**Hand rules for configuration energies of phosphorus and for the error of a pseudopotential**

The table holds all-electron energies of seven valence configurations of P relative to the ion 3s2 3p1.5, and the errors of a Troullier-Martins pseudopotential on them (ld1.x, PBE, non-relativistic, no spin polarisation, no core correction). The program tests an energy rule built on Janak's theorem, with two orbital levels of the calculation and three fitted constants, and an error rule $k(q^2+m^2)e^{-cq}$ in the electrons added, $q$, and promoted from 3s to 3p, $m$. Both are fitted to the six rows of charge 0 to +2, where they hold to 0.04 eV (0.13 eV when each row is left out in turn) and to 10 %. For the +4 ion, kept out of the fits, the energy is 1.2 % too high and the error 20 % too low. Errors proportional to the energy or to its nonlinear part describe the rows much less well.

Valence configurations of the spherical P atom, computed with ld1.x 7.5 (PBE, non-relativistic). The norm-conserving Troullier-Martins potential in separable form has a [Ne] core, radii s 1.2, p 1.3 and d 1.05 bohr, a local s channel and no core correction. Energies are relative to the reference ion 3s2 3p1.5 (charge +1.5); errors are all-electron minus pseudo-atom.

## Numerical check

```python
# Table: configuration energies of P (all-electron, eV, relative to 3s2 3p1.5) and pseudopotential errors (meV);
# ld1.x, PBE, non-relativistic, no spin, Troullier-Martins. Tested: Janak/Taylor energy rule, second-order error rule.
T = {
    'test_configuration': ['3s2 3p3', '3s2 3p2', '3s2 3p1', '3s1 3p4', '3s0 3p5', '3s2 3p2.5', '3s1 3p0'],
    'test_spin_polarised': ['no', 'no', 'no', 'no', 'no', 'no', 'no'],
    'excitation_energy_all_electron': [-18.063, -8.3215, 10.838, -9.616, -1.0407, -14.283, 92.469],  # eV
    'excitation_error': [8.109, 1.401, 1.973, 10.91, 25.61, 4.544, 158.7],  # meV
}
import re
import numpy as np
from scipy.constants import physical_constants as pc
Ry = pc['Rydberg constant times hc in eV'][0]
ep = -19.11069       # eV, all-electron 3p level, further output of the same run
es = -2.08671 * Ry   # lowest s level of the pseudo-atom (Ry), further output of the same run
D = ep - es
c = [x.replace('_', ' ') for x in T['test_configuration']]
occ = np.array([[float(v) for v in re.match(r'3s([\d.]+) 3p([\d.]+)', x).groups()] for x in c])
E = np.array(T['excitation_energy_all_electron'], float)
er = np.array(T['excitation_error'], float)
q = occ.sum(1) - 3.5; m = 2 - occ[:, 0]
ix = {x: i for i, x in enumerate(c)}
out = ix['3s1 3p0']; fit = np.arange(len(c)) != out; F = np.where(fit)[0]
lin = ep * q + D * m; nl = E - lin
X = np.c_[q**2 / 2, q**3 / 6, q * m]
ls = lambda A, y: np.linalg.lstsq(A, y, rcond=None)[0]
p = ls(X[fit], nl[fit]); pr = np.array([round(p[0], 1), round(p[1], 1), round(p[2], 2)])
Er = lin + X @ pr
U1 = ls(X[fit][:, :1], nl[fit])[0]; r1 = lin + U1 * X[:, 0] - E
loo = np.array([X[i] @ ls(X[F[F != i]], nl[F[F != i]]) - nl[i] for i in F])
slope = E[ix['3s2 3p2']] - E[ix['3s2 3p1']]
print(f"levels: e_p {ep:.2f} eV, e_s {es:.2f} eV, gap D {D:.2f} eV; q = electrons added, m = 3s->3p moved")
print(f"slope E(3p2)-E(3p1) {slope:.3f} eV, minus e_p {slope-ep:+.3f} eV")
print(f"U from 4[E(3p2)+E(3p1)]: {4*(E[ix['3s2 3p2']]+E[ix['3s2 3p1']]):.2f} eV")
print("ENERGY E = e_p q + D m + U q^2/2 + W q^3/6 + a q m; six rows fitted, +4 ion left out")
print(f"fit U {p[0]:.3f}, W {p[1]:.3f}, a {p[2]:.3f} eV; rounded U {pr[0]}, W {pr[1]}, a {pr[2]}")
print("row | charge q m | table, rule, rule-table | miss linear only | miss U only (eV)")
for i, x in enumerate(c):
    print(f"{x} | {1.5-q[i]:+.1f} {q[i]:+.1f} {m[i]:.0f} | {E[i]:.3f} {Er[i]:.3f} {Er[i]-E[i]:+.3f} | {-nl[i]:+.2f} | {r1[i]:+.2f}")
print(f"six rows: worst miss {abs(Er-E)[fit].max():.3f} eV; table rounding up to 0.0005 eV; U-only U {U1:.2f} eV")
print(f"leave-one-out worst miss {abs(loo).max():.3f} eV ({c[F[abs(loo).argmax()]]}); +4 ion miss {100*(Er[out]/E[out]-1):+.1f} %")
s2 = q**2 + m**2; kk = er / s2
b1, b0 = np.polyfit(q[fit], np.log(kk[fit]), 1)
k, cc = round(np.exp(b0), 1), round(-b1, 2)
em = k * s2 * np.exp(-cc * q); k0 = np.exp(np.log(kk[fit]).mean())
print(f"ERROR = k (q^2+m^2) exp(-c q): fit k {np.exp(b0):.2f} meV, c {-b1:.3f}; rounded {k}, {cc}; c=0 gives k {k0:.1f}")
print("row | table, rule meV, miss % | err/(q^2+m^2) meV | err/|E|, err/nonlinear E in meV/eV")
for i, x in enumerate(c):
    print(f"{x} | {er[i]:.2f} {em[i]:.2f} {100*(em[i]/er[i]-1):+.0f} | {kk[i]:.2f} | {er[i]/abs(E[i]):.2f} {er[i]/nl[i]:.2f}")
sp = lambda v: v[fit].max() / v[fit].min()
print(f"six-row spread max/min: full rule {sp(er/em):.2f}, c=0 {sp(kk):.2f}, per |E| {sp(er/abs(E)):.0f}, per nonlinear E {sp(er/nl):.1f}")
print(f"+4 ion: table/rule {er[out]/em[out]:.2f}, with c=0 {kk[out]/k0:.1f}; error rounding 0.0005 to 0.05 meV")
n0, n1, n2 = ix['3s2 3p3'], ix['3s1 3p4'], ix['3s0 3p5']
be = (er[n2] - 2 * er[n1] + er[n0]) / 2; al = er[n1] - er[n0] - be
print(f"neutral rows exactly: {er[n0]:.2f} {al:+.2f} m {be:+.2f} m^2 meV; rule has 0 m {k*np.exp(-cc*1.5):+.2f} m^2")
for i in (n0, n1):
    t = X[i] * pr + 0.0
    print(f"worked {c[i]}: {ep*q[i]:+.2f} {D*m[i]:+.2f} {t[0]:+.2f} {t[1]:+.2f} {t[2]:+.2f} = {Er[i]:.2f} eV (table {E[i]:.2f})")
    print(f"   error: {k} x {s2[i]:.2f} x {np.exp(-cc*q[i]):.3f} = {em[i]:.1f} meV (table {er[i]:.1f})")
print("differences | energy table, rule eV | error table, rule meV")
for lab, a, b in [('first ionisation', '3s2 3p2', '3s2 3p3'), ('second ionisation', '3s2 3p1', '3s2 3p2'),
                  ('one promotion', '3s1 3p4', '3s2 3p3'), ('two promotions', '3s0 3p5', '3s2 3p3'),
                  ('second promotion alone', '3s0 3p5', '3s1 3p4')]:
    i, j = ix[a], ix[b]
    print(f"{lab} | {E[i]-E[j]:.3f} {Er[i]-Er[j]:.3f} | {er[i]-er[j]:+.2f} {em[i]-em[j]:+.2f}")
assert np.all(er > 0) and er.argmax() == out
assert abs(slope - ep) < 0.1 and p[0] > 0 and p[1] < 0 and p[2] < 0
assert abs(Er - E)[fit].max() < 0.15 < abs(Er - E)[out]
assert abs(em / er - 1)[fit].max() < 0.15 and em[out] < er[out]
```

Running it gives:

```
levels: e_p -19.11 eV, e_s -28.39 eV, gap D 9.28 eV; q = electrons added, m = 3s->3p moved
slope E(3p2)-E(3p1) -19.160 eV, minus e_p -0.049 eV
U from 4[E(3p2)+E(3p1)]: 10.07 eV
ENERGY E = e_p q + D m + U q^2/2 + W q^3/6 + a q m; six rows fitted, +4 ion left out
fit U 10.099, W -1.383, a -0.514 eV; rounded U 10.1, W -1.4, a -0.51
row | charge q m | table, rule, rule-table | miss linear only | miss U only (eV)
3s2 3p3 | +0.0 +1.5 0 | -18.063 -18.091 -0.028 | -10.60 | -0.71
3s2 3p2 | +1.0 +0.5 0 | -8.322 -8.322 -0.001 | -1.23 | -0.14
3s2 3p1 | +2.0 -0.5 0 | 10.838 10.847 +0.009 | -1.28 | -0.18
3s1 3p4 | +0.0 +1.5 1 | -9.616 -9.576 +0.040 | -9.77 | +0.12
3s0 3p5 | +0.0 +1.5 2 | -1.041 -1.060 -0.019 | -9.06 | +0.82
3s2 3p2.5 | +0.5 +1.0 0 | -14.283 -14.294 -0.011 | -4.83 | -0.43
3s1 3p0 | +4.0 -2.5 1 | 92.469 93.541 +1.072 | -35.41 | -7.94
six rows: worst miss 0.040 eV; table rounding up to 0.0005 eV; U-only U 8.79 eV
leave-one-out worst miss 0.130 eV (3s0 3p5); +4 ion miss +1.2 %
ERROR = k (q^2+m^2) exp(-c q): fit k 6.61 meV, c 0.387; rounded 6.6, 0.39; c=0 gives k 4.6
row | table, rule meV, miss % | err/(q^2+m^2) meV | err/|E|, err/nonlinear E in meV/eV
3s2 3p3 | 8.11 8.27 +2 | 3.60 | 0.45 0.76
3s2 3p2 | 1.40 1.36 -3 | 5.60 | 0.17 1.14
3s2 3p1 | 1.97 2.01 +2 | 7.89 | 0.18 1.54
3s1 3p4 | 10.91 11.95 +10 | 3.36 | 1.13 1.12
3s0 3p5 | 25.61 22.98 -10 | 4.10 | 24.61 2.83
3s2 3p2.5 | 4.54 4.47 -2 | 4.54 | 0.32 0.94
3s1 3p0 | 158.70 126.86 -20 | 21.89 | 1.72 4.48
six-row spread max/min: full rule 1.22, c=0 2.35, per |E| 146, per nonlinear E 3.7
+4 ion: table/rule 1.25, with c=0 4.7; error rounding 0.0005 to 0.05 meV
neutral rows exactly: 8.11 -3.15 m +5.95 m^2 meV; rule has 0 m +3.68 m^2
worked 3s2 3p3: -28.67 +0.00 +11.36 -0.79 +0.00 = -18.09 eV (table -18.06)
   error: 6.6 x 2.25 x 0.557 = 8.3 meV (table 8.1)
worked 3s1 3p4: -28.67 +9.28 +11.36 -0.79 -0.77 = -9.58 eV (table -9.62)
   error: 6.6 x 3.25 x 0.557 = 11.9 meV (table 10.9)
differences | energy table, rule eV | error table, rule meV
first ionisation | 9.741 9.769 | -6.71 -6.92
second ionisation | 19.160 19.169 | +0.57 +0.65
one promotion | 8.447 8.515 | +2.80 +3.68
two promotions | 17.022 17.031 | +17.50 +14.71
second promotion alone | 8.575 8.515 | +14.70 +11.03
```
